**Sketching a Li hop on graphene by hand: what curve should I use?**

I have this nudged-elastic-band result for a Li atom hopping between neighbouring hollow sites of graphene (PBEsol). For rough diffusion estimates I would like to draw such a profile from one number, or get the barrier from an image partway up. A cosine seemed the natural choice for a lattice, but it misses the table. Is there a better rule that still fits on the back of an envelope, and how far can I trust it?

Li hopping between neighbouring hollows of a 3×3 graphene cell (LiC18), from a climbing-image nudged elastic band in Ansatz 0.2.0 with PBEsol and PAW, a 420 eV plane-wave cutoff, a 2×2×1 k mesh and 0.02 eV Gaussian smearing. The run was spin-polarised without starting moments, with relaxed ends and a limit of 0.05 eV/Å on the largest band force component.

```tsv
row	energy over the start (eV)	path length (Å)	band force (eV/Å)
1	0.000	0.000	n/a
2	0.107	0.414	0.003
3	0.290	0.828	0.007
4	0.369	1.242	0.013
5	0.292	1.648	0.007
6	0.113	2.055	0.003
7	0.000	2.461	n/a
```

**Answer**

Start with what the columns mean. The energy over the start, E, is each image's energy relative to row 1; the path length is the distance along the chain of images; the band force is the largest force component left on an image. The hop is a lattice vector of the sheet, so rows 1 and 7 are equivalent sites, and their equal energy follows from symmetry. The top is row 4, which sets the barrier Eb = 0.369 eV. Only the four images on the flanks can test a shape, and since they form two mirror pairs they amount to two independent points.

The mirror pairs also set the yardstick. Rows 2 and 6 should be identical but differ by 0.006 eV, and rows 3 and 5 differ by 0.002 eV. That is numerical scatter, in the energies or in where the images sit, larger than the rounding of the table and without physical meaning. No hand rule can be judged more finely than this.

For a coordinate, use x, the distance from the top divided by the length of that half of the path, so that x = 0 at the top and x = 1 in the hollows. The two halves differ slightly (1.242 and 1.219 Å), and this scaling puts the flank images at x = 1/3 and 2/3 on both sides. It also sidesteps an oddity: the whole path is a little shorter than the lattice vector that Li moves by, so the path length is not simply Li's displacement.

The barrier is most simply read as lost coordination, though the run does not test that reading. By standard chemistry, likewise untested here, Li hands most of its 2s electron to the π* bands and sits as a small cation over the ring, here touching six carbons at 2.181 Å. The in-plane midpoint of the hop is a C–C bond, and it is inferred from the end points that row 4 lies there. The contacts place Li about 1.65 Å above the ring, and sliding at that height would squeeze the two nearest Li–C distances to 1.80 Å. Geometry therefore argues that Li rises as it crosses, trading six comfortable contacts for two.

Your cosine has a proper derivation. Expand the energy in the periodicity of the sheet and keep only the shortest reciprocal vectors G, three of them up to sign, so that V = −V0 Σ cos(G·r). Along a lattice vector the three phases are θ, 0 and −θ, with θ running from 0 to 2π, which gives V = −V0(1 + 2 cos θ). If θ advances evenly with the path length, the energy over the hollow is

E = Eb cos²(πx/2), with Eb = 4V0.

This cosine predicts 3/4 of the barrier at x = 1/3 and 1/4 at x = 2/3. The table lies above it at all four flank rows, by 0.013 to 0.021 eV, which is at least twice the mirror scatter. So the numbers do show that the computed hill is broader than a cosine: Li climbs faster out of the hollow and then crosses a flatter top. Theory leaves room for such a correction: the shorter-wavelength components die off faster with height, so they should be small, but nothing makes them vanish. Li easing upward near the bridge should broaden the hill as well, because the rise relieves the top more than the flanks. How much each contributes is open, as the energies along one path do not separate the two.

The better rule is the simplest even polynomial that is flat at the top and at both hollows. Write E = Eb + p x² + q x⁴ and require E = 0 and zero slope at x = 1. The slope condition gives p = −2q, the energy condition then gives q = Eb, and

E = Eb (1 − x²)².

The fractions to remember are (8/9)² = 0.790 at one third of the way down and (5/9)² = 0.309 at two thirds. The only input is Eb from row 4, so nothing is fitted to the flank rows and they can test the rule. The test is not a blind one, since the form was chosen after the cosine had missed these same rows.

Take row 3 first, at x = 1/3. The rule gives 0.790 × 0.369 = 0.292 eV against 0.290 eV in the table. The miss equals the difference between this row and its mirror image.

Row 2, at x = 2/3, is the rule's worst case. Here 0.309 × 0.369 = 0.114 eV against 0.107 eV, about 6 % too high relative to the row. Its mirror, row 6, is matched within a thousandth of an eV, so the miss is about as large as the disagreement of the band with itself. Over the four flank rows the rms error is 3.6 meV for the quartic and 16 meV for the cosine; the analysis printed below lists the residuals row by row.

Turned round, the rule gives the barrier from one image, and the choice of image matters. Row 3 yields 0.290 × 81/64 = 0.367 eV, half a per cent under row 4. Row 2 yields 0.107 × 81/25 = 0.347 eV, 6 % under, because the larger multiplier magnifies the scatter. Use the highest image you have.

The curvature at the top offers a check that the flank energies did not feed into. The quartic gives −4Eb/h², with h = 1.230 Å the mean half-length, which is within about 1 % of the −0.97 eV/Å² that the same run found as its lowest curvature, whereas the cosine is 24 % too sharp. Give this modest weight, since that curvature search did not settle and might have ended on a sharper value. It also left open whether the top is a first-order saddle, so a lower route to one side has not been excluded.

The quartic is a convenient shape, with no lattice derivation behind it. A cosine plus b sin²(πx), with b fitted to the four flank rows at 0.021 eV, does equally well within the scatter. The two forms disagree on the stiffness of the hollow, 1.95 against 1.48 eV/Å², and no image lies close enough to a hollow to decide. The quartic also stops at x = 1, and it presumes equivalent ends with a single central maximum; its record here is one band.

For a rate, the shape matters little and the height a great deal. Either stiffness gives a Li vibration of 7 to 8 THz, and with exp(−Eb/kT) = 6 × 10⁻⁷ at 300 K the hop rate is some millions per second per direction, good to an order of magnitude at best. Every 0.060 eV in the barrier is a factor of ten, so even the row 2 estimate costs only a factor of about 2.4. Isolated Li adatoms on graphene should therefore wander at room temperature.

That conclusion leans on Eb, which the rule takes as given and cannot improve. An odd count of 75 electrons with zero moment makes the cell a metal, yet on its coarse k mesh the run finds a clear gap between filled and empty levels. The mesh thus misses the Fermi surface, and how far that shifts the barrier is untested. The effects of the uncorrected dipole of a one-sided slab, of a magnetic start, of coverage and of zero-point motion are untested too. Semilocal functionals tend to underrate barriers, which would make the real hops slower, though each 0.06 eV buys only one decade out of the roughly seven needed, with all six exits of a hollow counted, before Li stays put for a second.

Output of the analysis:

```
top: row 4, Eb = 0.369 eV; halves 1.242 and 1.219 A, mean h = 1.230 A
path 2.461 A minus Li move 2.466 A = -0.005 A; move*sqrt(18/19) = 2.400 A
rounding 0.0005 eV; mirror differences: rows 6-2 +0.006, rows 5-3 +0.002 eV
slope near row 2 (B) 0.44 eV/A: mirror difference equals a shift of 0.014 A
largest band force 0.013 eV/A; F^2/(2|k|) at top = 0.09 meV
hand fractions: A 3/4, 1/4; B 64/81 = 0.790, 25/81 = 0.309; C fitted b = 0.0213 eV (5.8 % of Eb)
row  x     E/Eb   E(eV) | A      B      C   | model-table (meV) A, B, C
2  0.667  0.290  0.107 | 0.0922  0.1139  0.1083 | -14.8  +6.9  +1.3
3  0.333  0.786  0.290 | 0.2767  0.2916  0.2928 | -13.3  +1.6  +2.8
5  0.333  0.791  0.292 | 0.2769  0.2917  0.2929 | -15.1  -0.3  +0.9
6  0.667  0.306  0.113 | 0.0921  0.1137  0.1081 | -20.9  +0.7  -4.9
rows 1, 4, 7 are matched by construction
rule A: rms 16.3 meV, worst row 6 -20.9 meV (-18 % of the row, -5.7 % of Eb)
rule B: rms 3.6 meV, worst row 2 +6.9 meV (+6 % of the row, +1.9 % of Eb)
rule C: rms 2.9 meV, worst row 6 -4.9 meV (-4 % of the row, -1.3 % of Eb)
barrier from a single row, eV (error against row 4):
  row 2: A 0.428 (+16 %), B 0.347 (-6.0 %)
  row 3: A 0.387 (+5 %), B 0.367 (-0.5 %)
  row 5: A 0.389 (+5 %), B 0.369 (+0.1 %)
  row 6: A 0.453 (+23 %), B 0.367 (-0.7 %)
barrier = 2(row 3 - row 2) = 0.366 eV (-0.8 %), rounding up to 0.002 eV
barrier = 2(row 5 - row 6) = 0.358 eV (-3.0 %), rounding up to 0.002 eV
curvature at top: run -0.97 (not settled), parabola through rows 3-5 -0.93 eV/A^2
  A: top -1.20 (+24 % vs run), hollow 1.20 eV/A^2, Li frequency 7 THz, rate 300 K 4e+06 /s per direction
  B: top -0.97 (+1 % vs run), hollow 1.95 eV/A^2, Li frequency 8 THz, rate 300 K 5e+06 /s per direction
  C: top -0.92 (-5 % vs run), hollow 1.48 eV/A^2, Li frequency 7 THz, rate 300 K 5e+06 /s per direction
barrier from run curvature: A 0.297 (-19 %), B 0.367 (-0.6 %) eV
300 K: kT = 25.9 meV, Eb/kT = 14.3, exp(-Eb/kT) = 6e-07, decade per 0.060 eV
  worst single-row barrier error of A: 0.084 eV, rate factor 25.4
  worst single-row barrier error of B: 0.022 eV, rate factor 2.4
rule A off the path (untested): V0 = 0.092 eV, sideways curvature at bridge +0.4 eV/A^2, atop 0.42 eV
hollow height from contacts 1.65 A; bridge Li-C at that height 1.80 A vs 2.18 A
```
